Exact spectral moments of the Holstein polaron

1. Model and conventions

I take one electron on a d-dimensional hypercubic lattice with N sites, lattice constant a and periodic boundaries, coupled on each site to a dispersionless oscillator (Holstein, 1959):

H = T + P + V,
T = −t Σ_⟨ij⟩ (c_i† c_j + c_j† c_i), P = Ω Σ_j b_j† b_j, V = g Σ_j c_j† c_j X_j, X_j = b_j + b_j†.

The sum in T runs once over each nearest-neighbour bond. The zero-point energy is dropped, and t, Ω, g and the spectral variable ω are energies. Spin plays no role for one electron. With c_k† = N^(−1/2) Σ_j exp(ik·R_j) c_j†, T is diagonal with

ε_k = −2t Σ_α cos(k_α a), α = 1 … d.

My dimensionless coupling is λ = g²/(2dtΩ), the atomic-limit binding energy g²/Ω over the half-bandwidth 2dt. A definition with the full bandwidth doubles g² at the same nominal λ, so the convention matters.

At zero temperature the electron is added to the vacuum |0⟩, which has no electron, no phonon and energy zero:

A(k,ω) = Σ_f |⟨f|c_k†|0⟩|² δ(ω − E_f), M_n(k) = ∫ dω ωⁿ A(k,ω),

where |f⟩ are the one-electron eigenstates of H.

2. Moments as expectation values

Doing the ω integral and using completeness, Σ_f E_fⁿ |f⟩⟨f| = Hⁿ, I get

M_n(k) = ⟨k|Hⁿ|k⟩, |k⟩ = c_k†|0⟩.

No expansion in g, t or Ω is involved. Each factor of H changes the phonon number by at most one and moves the electron by at most one bond, so Hᵖ|k⟩ is a normalisable vector with at most p phonons and every moment is a polynomial in the parameters. Because H is Hermitian I can split the power: M_2p is the squared norm of Hᵖ|k⟩, and M_(2p+1) is the expectation value of H in that vector. Moments up to the fifth need only H²|k⟩.

The moments are also the short-time Taylor coefficients of the amplitude, ⟨k|exp(−iHs/ħ)|k⟩ = Σ_n M_n (−is/ħ)ⁿ/n!, and the large-z coefficients of the resolvent, G(k,z) = ⟨k|(z − H)⁻¹|k⟩ ~ Σ_n M_n/z^(n+1).

3. The vectors I need

Define Bloch sums with m phonons on the electron's site,

|φ_m⟩ = N^(−1/2) Σ_j exp(ik·R_j) c_j† (b_j†)^m/√(m!) |0⟩, |φ_0⟩ = |k⟩.

They are orthonormal, since they differ in phonon number. Three rules follow.

(a) V acts on the oscillator at the electron's site, so the ladder algebra gives V|φ_m⟩ = g√(m+1)|φ_(m+1)⟩ + g√m|φ_(m−1)⟩.

(b) P|φ_m⟩ = mΩ|φ_m⟩, and P commutes with T.

(c) T|φ_0⟩ = ε_k|φ_0⟩. For m ≥ 1, T moves the electron and leaves the phonons behind. In ⟨φ_m|Tᵖ|φ_m⟩ the phonon states of bra and ket overlap only if they sit on the same site j. The Bloch phases then cancel and what is left is the amplitude for a free electron to return to j:

⟨φ_m|Tᵖ|φ_m⟩ = (Tᵖ)_jj = N⁻¹ Σ_q ε_qᵖ ≡ τ_p (m ≥ 1).

τ_p is (−t)ᵖ times the number of closed p-step walks. There is no one-step walk, so τ_1 = 0. There is one two-step walk per neighbour, so τ_2 = 2dt², provided the 2d neighbours are distinct sites (linear size L ≥ 3). There is no triangle for L ≥ 4, so τ_3 = 0. Rule (c) is why k enters the low moments only through ε_k: once a phonon has been emitted, it pins the site to which the electron must return.

4. M_0 to M_4 at zero temperature

I write ε for ε_k. Normalisation gives M_0 = {c_k, c_k†} = 1. Rules (a) to (c) give

H|k⟩ = ε|φ_0⟩ + g|φ_1⟩.

Projecting on ⟨φ_0| gives M_1 = ε, and the squared norm gives M_2 = ε² + g².

For M_3 I need the matrix elements of H between φ_0 and φ_1: ⟨φ_0|H|φ_0⟩ = ε, ⟨φ_0|H|φ_1⟩ = g, and ⟨φ_1|H|φ_1⟩ = τ_1 + Ω = Ω, where V drops out of the diagonal elements because it changes the phonon number. Then

M_3 = ε²·ε + 2εg·g + g²·Ω = ε³ + 2g²ε + g²Ω.

For M_4 I apply H once more. First

H|φ_1⟩ = g|φ_0⟩ + (T + Ω)|φ_1⟩ + √2 g|φ_2⟩,

and so, sorted by phonon number,

H²|k⟩ = (ε² + g²)|φ_0⟩ + g(ε + Ω + T)|φ_1⟩ + √2 g²|φ_2⟩.

The three pieces are mutually orthogonal. Their squared norms are (ε² + g²)², then g²[(ε + Ω)² + 2(ε + Ω)τ_1 + τ_2] = g²[(ε + Ω)² + 2dt²], and 2g⁴. The sum is

M_4 = ε⁴ + g²(3ε² + 2εΩ + Ω² + 2dt²) + 3g⁴.

Of the 3g⁴, one unit comes from emit, absorb, emit, absorb through φ_0. The other two come from the factor (√2)² of two phonons on one site. In diagram language these two are the rainbow and the crossed fourth-order diagrams, which are equal at this order in 1/z because each reduces to g⁴/z³ when all propagators are replaced by 1/z.

5. Central moments and the fifth moment

The shape of A is read more easily from μ_n = ⟨k|Kⁿ|k⟩ with K = H − ε. Since K|k⟩ = g|φ_1⟩ exactly,

μ_n = g²⟨φ_1|K^(n−2)|φ_1⟩, n ≥ 2.

Let D = T + Ω − ε, the part of K that acts within one-phonon states, and |u⟩ = K|φ_1⟩ = g|φ_0⟩ + D|φ_1⟩ + √2 g|φ_2⟩. By rule (c), ⟨φ_1|Dᵖ|φ_1⟩ = ⟨Δᵖ⟩, the zone average of the p-th power of Δ = ε_q + Ω − ε, which is the energy mismatch for emitting one phonon. Then

μ_2 = g²,
μ_3 = g²⟨φ_1|u⟩ = g²(Ω − ε),
μ_4 = g²⟨u|u⟩ = g²[(Ω − ε)² + 2dt²] + 3g⁴.

The binomial relation M_n = Σ_p C(n,p) ε^(n−p) μ_p, with μ_0 = 1 and μ_1 = 0, returns the results of section 4. For instance M_4 = ε⁴ + 6ε²μ_2 + 4εμ_3 + μ_4 has the ε²g² coefficient 6 − 4 + 1 = 3 and the εΩg² coefficient 4 − 2 = 2.

The variance is g² at every k. The third central moment is positive below ε = Ω and negative above it: weight is skewed towards the energy Ω, the centre of gravity of the states with one phonon and a free electron.

The fifth moment costs little more: μ_5 = g²⟨u|K|u⟩. The diagonal terms are 0 for φ_0, ⟨Δ³⟩ = (Ω − ε)³ + 3(Ω − ε)τ_2 + τ_3 for Dφ_1, and 2g²(2Ω − ε) for φ_2. The cross terms are carried by V. Using ⟨φ_0|V = g⟨φ_1| and the one-phonon part √2 g⟨φ_1| of ⟨φ_2|V, they are 2g²⟨Δ⟩ and 4g²⟨Δ⟩, with ⟨Δ⟩ = Ω − ε; φ_0 and φ_2 are not connected by one K. Adding up,

μ_5 = g²⟨Δ³⟩ + g⁴(10Ω − 8ε),

and the binomial relation, with τ_3 = 0, gives

M_5 = ε⁵ + g²[4ε³ + 3ε²Ω + 2ε(Ω² + 2dt²) + Ω³ + 6dt²Ω] + g⁴(7ε + 10Ω).

Where triangles exist, M_5 gains g²τ_3; on a three-site ring τ_3 = −2t³.

6. The same content as a tridiagonal matrix

Orthogonalising |k⟩, H|k⟩, H²|k⟩ (the Lanczos recursion) gives the basis φ_0, φ_1 and χ = (T|φ_1⟩ + √2 g|φ_2⟩)/β, with β² = 2dt² + 2g². The diagonal element in χ is [Ωτ_2 + τ_3 + 2g²·2Ω]/β², the cross term being proportional to τ_1 = 0. In this basis H is the 3×3 matrix J with

diagonal (ε, Ω, α_2), α_2 = Ω(2dt² + 4g²)/(2dt² + 2g²), off-diagonal (g, β), and J_02 = 0.

Since |k⟩, H|k⟩ and H²|k⟩ all lie in this space, (Jⁿ)_00 = M_n for n ≤ 5. Writing G = 1/(z − ε − Σ), the continued fraction of the recursion gives Σ = g²/(z − Ω − β²/(z − α_2 − …)), so

Σ(k,z) ~ s_0/z + s_1/z² + s_2/z³ + s_3/z⁴ + …,
s_0 = g², s_1 = g²Ω, s_2 = g²(Ω² + 2dt² + 2g²), s_3 = g²(Ω³ + 6dt²Ω + 8g²Ω).

None of these four coefficients depends on k. Matching powers of 1/z in (z − ε − Σ)G = 1 gives M_n = εM_(n−1) + Σ_p s_p M_(n−2−p), which reproduces M_2 to M_5.

Two rigorous bounds come with J. Let x_1 < x_2 < x_3 be its eigenvalues and w_i the squared first components of its eigenvectors. First, J is H restricted to a subspace of the momentum-k sector, so the variational principle puts the lowest energy of that sector at E(k) ≤ x_1. Second, Σ_i w_i p(x_i) = ∫ A p dω for any polynomial p of degree five or less. I choose p = ℓ², with ℓ(ω) = (x_2 − ω)(x_3 − ω)/[(x_2 − x_1)(x_3 − x_1)]. Then ∫ A ℓ² dω = w_1, and ℓ² ≥ 1 for ω ≤ x_1, so the total weight of A at or below x_1 is at most w_1. In particular a quasiparticle pole at E(k) has weight Z(k) ≤ w_1.

7. Finite temperature

I now add the electron to an empty band in contact with thermal phonons. This is the retarded spectral function in the limit of vanishing carrier density. The initial states are phonon number states |n⟩ = |n_1 … n_N⟩ with energy E_n = ΩΣ_j n_j and Boltzmann probability p_n:

A(k,ω) = Σ_n p_n Σ_f |⟨f|c_k†|n⟩|² δ(ω − E_f + E_n), M_n' = Σ_n p_n ⟨n|c_k (H − E_n)^n' c_k†|n⟩.

For a site operator O_j define |O⟩ = N^(−1/2) Σ_j exp(ik·R_j) c_j† O_j|n⟩, so that c_k†|n⟩ = |1⟩. The inner product of two such vectors is the site average of ⟨n|O_j† O'_j|n⟩. Since (P − E_n)O_j|n⟩ = [P, O_j]|n⟩ and [P, X_j] = ΩY_j with Y = b† − b, I find, with H' = H − E_n,

H'|1⟩ = ε|1⟩ + g|X⟩,
H'|X⟩ = T|X⟩ + Ω|Y⟩ + g|X²⟩,
H'²|1⟩ = ε²|1⟩ + g²|X²⟩ + g(ε|X⟩ + Ω|Y⟩ + T|X⟩).

The large energy E_n has cancelled, so the limit N → ∞ is harmless. In a number state with occupation n on a site, odd products of b and b† vanish, and

⟨X²⟩ = 2n + 1, ⟨Y†Y⟩ = 2n + 1, ⟨XY⟩ = ⟨bb† − b†b⟩ = 1, ⟨X⁴⟩ = 6n² + 6n + 3.

The last is the squared norm of X²|n⟩, which has amplitudes √((n+1)(n+2)), 2n + 1 and √(n(n−1)) on n + 2, n and n − 2. The thermal distribution is geometric, with mean n_B = 1/(exp(Ω/k_BT) − 1) and ⟨n²⟩ = 2n_B² + n_B. With ν = 2n_B + 1 = coth(Ω/2k_BT), the averages are ⟨X²⟩ = ⟨Y†Y⟩ = ν and ⟨X⁴⟩ = 12n_B² + 12n_B + 3 = 3ν².

In T|X⟩ the electron sits on j while X acts on a neighbour j + δ. Its overlap with any |O⟩ contains the factor ⟨X_(j+δ)⟩ = 0, and in its squared norm only equal neighbours survive, which gives 2dt²ν. The terms ε²|1⟩ + g²|X²⟩ are even in the phonon operators and the bracket is odd, so they are orthogonal. Collecting,

M_0 = 1, M_1 = ε, M_2 = ε² + g²ν,
M_3 = ε³ + 2εg²ν + g²⟨X|H'|X⟩ = ε³ + 2g²νε + g²Ω,
M_4 = [ε⁴ + 2ε²g²ν + 3g⁴ν²] + g²[ε²ν + 2εΩ + Ω²ν + 2dt²ν]
 = ε⁴ + g²ν(3ε² + Ω² + 2dt²) + 2g²εΩ + 3g⁴ν².

The variance is therefore μ_2 = g²(2n_B + 1), and

μ_3 = g²(Ω − νε), μ_4 = g²[ν(ε² + Ω² + 2dt²) − 2εΩ] + 3g⁴ν².

The replacement g² → g²ν is not the whole story. Terms odd in Ω keep the bare g², because emission with weight n_B + 1 and mismatch +Ω and absorption with weight n_B and mismatch −Ω subtract in them. At ν = 1 all results reduce to sections 4 and 5. For k_BT ≫ Ω, ν → 2k_BT/Ω and the variance becomes the classical 2k_BT g²/Ω. The centre of gravity stays at ε_k at every temperature and coupling, so any shift of a peak with temperature is compensated by weight elsewhere.

8. Atomic limit, and what approximations do

At t = 0 and zero temperature the occupied site has H = Ω(b + g/Ω)†(b + g/Ω) − g²/Ω. The phonon vacuum is an eigenstate of b + g/Ω with eigenvalue g/Ω, a coherent state, so A is a Poisson comb at ω = mΩ − g²/Ω with mean S = g²/Ω². All cumulants of a Poisson distribution equal S, so κ_1 = 0 and κ_n = g²Ω^(n−2) for n ≥ 2. Hence M_3 = g²Ω, M_4 = κ_4 + 3κ_2² = g²Ω² + 3g⁴ and M_5 = κ_5 + 10κ_2κ_3 = g²Ω³ + 10g⁴Ω, as my formulas give at ε = t = 0.

The self-consistent Born approximation sets Σ(z) = g²G_loc(z − Ω), with G_loc the zone average of G. The zone-averaged moments are 1, 0 and 2dt² + g², and shifting by Ω gives s_0 = g², s_1 = g²Ω, s_2 = g²(Ω² + 2dt² + g²). The recursion of section 6 shows that M_0 to M_3 are exact and that M_4 is too small by g⁴, the missing crossed diagram.

The second-order cumulant expansion keeps each cumulant to order g². From the formula for μ_n in section 5 this means κ_n = g²⟨Δ^(n−2)⟩. The exact cumulants are κ_2 = μ_2, κ_3 = μ_3 and κ_4 = μ_4 − 3μ_2² = g²⟨Δ²⟩, so the scheme is exact through M_4. The exact κ_5 = μ_5 − 10μ_2μ_3 = g²⟨Δ³⟩ + 2g⁴ε has a g⁴ term that it lacks.

9. Range of validity

The results are identities of the model. They hold for any g, t and Ω > 0, any d, every k and, in section 7, any temperature; there is no neglected term within the model. The premises that matter are these.

One electron. At finite density the moments of the anticommutator function acquire density-dependent terms. Already M_1 = ε + g⟨X⟩, and stationarity of ⟨b⟩ gives ⟨X⟩ = −2gρ/Ω for ρ electrons per site in a uniform state, a shift of −2g²ρ/Ω.

Harmonic, dispersionless, local phonons and a linear, local coupling. Rules (a) and (b) and the vanishing of ⟨X_i X_j⟩ for i ≠ j rest on these. Phonon dispersion or a momentum-dependent vertex brings in zone averages that depend on k other than through ε_k.

Lattice. For other hoppings between equivalent sites without an on-site term, M_0 to M_4 stand with 2dt² replaced by τ_2. Finite periodic lattices need L ≥ 3 for M_4 and L ≥ 4 for M_5 as written.

Full spectrum. The integrals run over all ω. The variance is not a linewidth, and a few moments constrain the low-energy polaron band only through inequalities like those of section 6. An approximation can satisfy several sum rules and still misplace the quasiparticle.

10. Numerical illustration: square lattice, λ = 1, Ω = 0.5t

With d = 2, g² = 2dtΩλ = 2t², so g = 1.414t, τ_2 = 4t² and S = 8. The atomic energy −g²/Ω = −4t coincides with the band bottom. To attach units I assume t = 0.1 eV and a = 0.4 nm. Then Ω = 0.05 eV, a typical order for an optical phonon in an oxide, g = 0.1414 eV, and the zone boundary lies at π/a = 7.85 nm⁻¹. These inputs are illustrative, and every number below is the model's.

Zero temperature, n-th moments in units of tⁿ:

ka: ε, M_2, M_3, M_4, M_5
(0,0): −4, 18, −79, 364.5, −1635.75
(π,0): 0, 2, 1, 20.5, 32.25
(π,π): 4, 18, 81, 380.5, 1796.25

ka: μ_3, μ_4, skewness μ_3/μ_2^(3/2), kurtosis μ_4/μ_2²
(0,0): 9, 60.5, 3.18, 15.125
(π,0): 1, 20.5, 0.354, 5.125
(π,π): −7, 44.5, −2.47, 11.125

The root-mean-square spread is g = 0.1414 eV at all three points, and the amplitude of section 2 starts to fall as 1 − g²s²/(2ħ²) on the time ħ/g = 4.65 fs. The shape changes strongly across the zone. At the band bottom the tail reaches up into the band, at the top it reaches down, and the kurtosis is everywhere well above the Gaussian value 3.

The self-consistent Born error of g⁴ = 4t⁴ is only 1.1 per cent of M_4 at k = 0, where ε⁴ dominates, but it is 6.6 per cent of μ_4 there and 19.5 per cent at (π,0). Central moments are the sharper test. For the cumulant scheme at k = 0, ⟨Δ³⟩ = 145.125t³, the exact μ_5 is 438.25t⁵ and the approximate one is 470.25t⁵, an error of 7.3 per cent.

At k = 0 the matrix J has diagonal (−4, 0.5, 0.75)t and squared off-diagonal elements (2, 8)t². Its characteristic polynomial, in units of t, is x³ + 2.75x² − 14.625x − 29, with roots −4.562, −1.773 and 3.585, and w_1 = 0.831. So E(0) ≤ −4.562t, a binding of at least 0.0562 eV below the bare band bottom, and Z(0) ≤ 0.831. The upper-left 2×2 block alone, which uses M_0 to M_3, gives only −4.408t. These bounds are strict but need not be tight: the trial space holds at most two phonons, while the atomic-limit cloud holds S = 8 on average.

At 300 K, Ω/k_BT = 1.934, n_B = 0.1690 and ν = 1.338; the classical form 2k_BT/Ω = 1.034 is not yet adequate. The variance rises from 2t² to 2.676t², a spread of 0.1636 eV at every k. At k = 0, μ_3 = 11.70t³ and μ_4 = 83.67t⁴, so the skewness drops from 3.18 to 2.67 and the kurtosis from 15.125 to 11.68, while the centre of gravity stays at −0.4 eV.